Ansatz 0.2.0, spin-polarised scalar-relativistic PBE with plane waves (cutoff 420 eV) and default PAW datasets, for ZnS with one Zn replaced by K in a neutral 48-atom supercell, atoms relaxed, 3×3×1 k-point mesh. The hyperfine constant A, defined by H = A I·S, is for one unpaired electron and comes from the contact spin density alone, with the cores allowed to respond.

| atom | like atoms | distance from the defect (Å) | site moment (muB) | mass number | isotropic hyperfine constant (MHz) |
| --- | --- | --- | --- | --- | --- |
| K1 | 1 | 0.49 | 0.02 | 39 | -1.8 |
| S45 | 3 | 2.57 | 0.12 | 33 | 4.7 |
| S25 | 1 | 3.21 | 0.07 | 33 | 6.8 |
| Zn2 | 3 | 3.81 | 0.01 | 67 | -11.6 |
| Zn21 | 3 | 3.95 | 0.01 | 67 | -6.2 |
| Zn9 | 3 | 3.97 | 0.00 | 67 | -2.5 |
| S26 | 3 | 4.45 | 0.00 | 33 | -0.4 |
| S47 | 1 | 4.47 | 0.02 | 33 | -0.2 |
| Zn11 | 1 | 5.37 | 0.00 | 67 | -0.7 |
| Zn23 | 1 | 5.41 | 0.00 | 67 | -2.5 |
| S38 | 1 | 6.01 | 0.03 | 33 | 0.3 |
| S33 | 3 | 6.02 | 0.01 | 33 | 0.6 |
| Zn17 | 3 | 6.59 | 0.00 | 67 | -0.6 |
| Zn13 | 3 | 6.64 | 0.00 | 67 | -1.1 |
| Zn14 | 1 | 7.75 | 0.00 | 67 | -1.9 |
| Zn18 | 1 | 7.79 | 0.00 | 67 | -2.1 |

The isotropic hyperfine constant A measures the unpaired spin density right at a nucleus, with its sign. It helps to split the lines in a spin resonance spectrum, beside a dipolar part that depends on direction. The simplest expectation is that its size fades smoothly with distance from the potassium. The table breaks this expectation at once: three groups of Zn atoms lie between 3.81 and 3.97 Å from the defect, yet their constants run from −11.6 to −2.5 MHz.

To size the breaks, an exponential in distance was fitted to the size of A for the nine Zn rows, which share one nucleus and one sign. Its typical miss is a factor of two. The strongest row, Zn2, is 2.8 times as large as the curve that it helped to fix. Zn11 misses by more in the other direction, with only 30 percent of the curve's value. Between Zn2 and Zn9 the curve allows a change of only 6 percent, while the calculation gives a factor of 4.6, so distance from the defect site is not what sorts these atoms. The printed output after this text holds the fit and the estimates below.

**Where the spin sits**

Potassium brings one valence electron fewer than the zinc it replaces. It becomes a closed-shell K⁺ ion, and the hole goes into the valence band, which is built mainly from sulphur 3p orbitals. The site moments agree: K1 carries 0.02 μB, while the four nearest S atoms together hold about 45 percent of the cell's moment. The source of the signal is therefore the sulphur around the defect, and K1 carries almost none of the spin although it is the defect itself.

A 3p orbital vanishes at its own nucleus, so a large moment on sulphur need not give a large A. S25 shows this: it has a smaller moment than S45, 0.07 against 0.12 μB, but the larger constant. The two kinds of sulphur are also placed differently: after relaxation S25 lies 3.21 Å from the original Zn site and the three S45 lie at 2.57 Å. These are not bond lengths, because K1 has itself moved by 0.49 Å. The reversal could come from a small s share in the unpaired orbital or from polarisation of the filled s shells. The two were not separated here.

**Why zinc answers with the opposite sign**

A Zn atom has almost no moment of its own, yet A is negative in every Zn row. The standard explanation is spin polarisation of the bond. Exchange draws the bonding electron with the same spin as the unpaired one towards the sulphur, and its partner of opposite spin is left with more weight on the zinc. There the 4s orbital reaches the nucleus, so even a slight imbalance gives a sizeable negative constant. The inner shells of zinc are polarised too, an effect that semilocal functionals underestimate, so the sizes are less secure than the pattern.

If this picture holds, a Zn atom should respond to the spin on the sulphurs it touches, and its distance from K should matter only indirectly. This turns the question into one of counting bonds.

**Zn2 has two sources**

Zn2 lies 3.81 Å from the defect, which is half the in-plane edge of the cell. It is therefore midway between the potassium and its periodic image. In the tetrahedral lattice each S45 touches K, two Zn2 and one Zn of the next layer. The three S45 thus make six contacts with three Zn2 atoms, two for each. Around a single K in a wide crystal, six Zn neighbours in the layer would share these six contacts, one for each.

The other two near groups, Zn21 and Zn9, have one such contact per atom: one group touches S45, the other S25. If both kinds of sulphur act equally strongly per moment, their sum gives the response of zinc to sulphur spin without having to decide which is which:

(−6.2 − 2.5) MHz / (0.12 + 0.07) μB ≈ −46 MHz per μB

Zn2 touches two S45, hence 2 × 0.12 = 0.24 μB, and the estimate is

−46 MHz per μB × 0.24 μB ≈ −11 MHz.

The calculation gives −11.6 MHz, about 6 percent more in size than the estimate. Zn2 took no part in setting the response. Rounding of the moments alone moves the estimate between −10.5 and −11.5 MHz, so the small remainder deserves no explanation of its own. The assumption of one common response matters more. If Zn21 is the group that touches S45, a Zn2 atom with two such contacts should have twice its constant, −12.4 MHz. If Zn9 is that group, doubling gives only −5.0 MHz. The numbering of the atoms favours the first case: S25 sits on site 1, 24 numbers below its own, and the same step leads from S45 to Zn21. Doubling Zn21 then comes nearly as close as the estimate from the sum, without assuming that both kinds of sulphur act alike. The estimate also uses the bonds of the unrelaxed lattice and leaves out the spin on all other sulphurs, some of which are not in the table.

The agreement supports the bond picture and points to the likely cause of the strongest signal: Zn2 stands out because the small cell places it between two defects. One comparison of this kind is not a proof, since the hole itself may also be shaped by the images.

**The tail that rises again**

Farther out, Zn14 and Zn18 near 7.8 Å have constants of about −2 MHz, on average 2.4 times those of Zn17 and Zn13 near 6.6 Å. A spin cloud that fades evenly with distance would not do this. The symmetry of the cell puts Zn14 and Zn18 on threefold axes that run between the defects, where three potassium atoms are equally near. Dividing their signal by three would remove the rise, but the count is unfair: Zn17 and Zn13 have one near potassium and two more only about 8.5 Å away. Summed over all of these, a smoothly fading signal would be hardly stronger at the far pair.

The bonds give a better lead. In the unrelaxed stacking, one of the two far atoms touches S38, which carries 0.03 μB, and the other touches three S33 with 0.01 μB each. At −46 MHz per μB either set would give about −1.4 MHz, which has the right sign and order of size. Moments this small are heavily rounded, and some sulphurs around the nearer pair are missing from the table, so the comparison stays incomplete.

Counting defects does not repair the whole curve either. With A divided by the number of equally near K atoms, the exponential fits no better than before, and Zn11 falls even further below it. Zn11 and Zn23 have the same three-defect surroundings and almost the same distance, yet they differ by a factor of 3.6. They lie on opposite sides of the potassium layer and touch different sulphurs: one touches S47, which carries 0.02 μB, the other three S26 atoms, whose moments round to zero. Unlike constants are therefore to be expected. The numbering suggests that Zn23 is the one at S47, which fits its larger constant, though constants this small are uncertain in any case.

**How to read such a table**

For a defect whose hole lives on its neighbours, first find the atoms that carry the spin, then count how many of them each other atom touches. Distance from the impurity is a poor guide within the first shells. Before a far or unusually strong site is compared with a spectrum, its distance should be held against the cell edge, because a site midway between images reports on both.

Several features of this run could change the picture itself. The atoms were relaxed, but under a threefold symmetry that keeps the three S45 alike, and the functional favours a spread-out hole. In addition, the band count leaves no clean gap, so this is not a well-separated one-hole state, and the cell was held fixed under compression. A hole that settles on one sulphur would give a few Zn neighbours a strong signal and leave the others weak. The open question is therefore twofold: whether Zn2 drops to about half its value in a wider cell, as the bond count suggests, and whether the hole stays shared once the symmetry is released.

Printed output of the fit:

```
fit of y on 9 rows (A_mass == 67): constant 2.746 +/- 1.1, coefficient of r -0.3509 +/- 0.19; rms 0.737, worst Zn11 1.22, leave-one-out rms 0.954
  rows outside the fit (model, value, miss): K1 2.574, 0.5878, 1.99; S45 1.844, 1.548, 0.297; S25 1.62, 1.917, -0.297; S26 1.185, -0.9163, 2.1; S47 1.178, -1.609, 2.79; S38 0.6371, -1.204, 1.84; S33 0.6336, -0.5108, 1.14
fit of yw on 9 rows (A_mass == 67): constant 2.91 +/- 1.1, coefficient of r -0.4789 +/- 0.19; rms 0.754, worst Zn11 1.79, leave-one-out rms 0.917
  rows outside the fit (model, value, miss): K1 2.676, 0.5878, 2.09; S45 1.679, 1.548, 0.132; S25 1.373, 1.917, -0.544; S26 0.7789, -1.609, 2.39; S47 0.7694, -2.708, 3.48; S38 0.03182, -2.303, 2.33; S33 0.02703, -0.5108, 0.538
Size of A, Zn2 over Zn9 (ratio): 4.64
Same ratio from the plain exponential: 1.058
Zn2, size of A over plain exponential (ratio): 2.835
Zn11, size of A over plain exponential (ratio): 0.2957
Zn14, size of A over plain exponential (ratio): 1.85
Zn23 over Zn11, size of A (ratio): 3.571
Response of Zn per touching sulphur moment (MHz per muB): -45.79
Zn2 predicted from two touching S45 (MHz): -10.99
Same, moments rounded to give the smallest size (MHz): -10.53
Same, moments rounded to give the largest size (MHz): -11.45
Height of Zn14 above the defect if on the outer threefold axis (angstrom): 6.379
Height of the second Zn layer in the unrelaxed stacking (angstrom): 6.23
Zn14 and Zn18 over Zn17 and Zn13, mean A (ratio): 2.353
Same ratio per equally near defect: 0.7843
A per site moment, S25 (MHz per muB): 97.14
A per site moment, S45 (MHz per muB): 39.17
Share of the total moment on the four nearest S (percent): 44.5
Contact spin density, Zn2 over S25 in size (ratio, rough g factors): 2.096
```
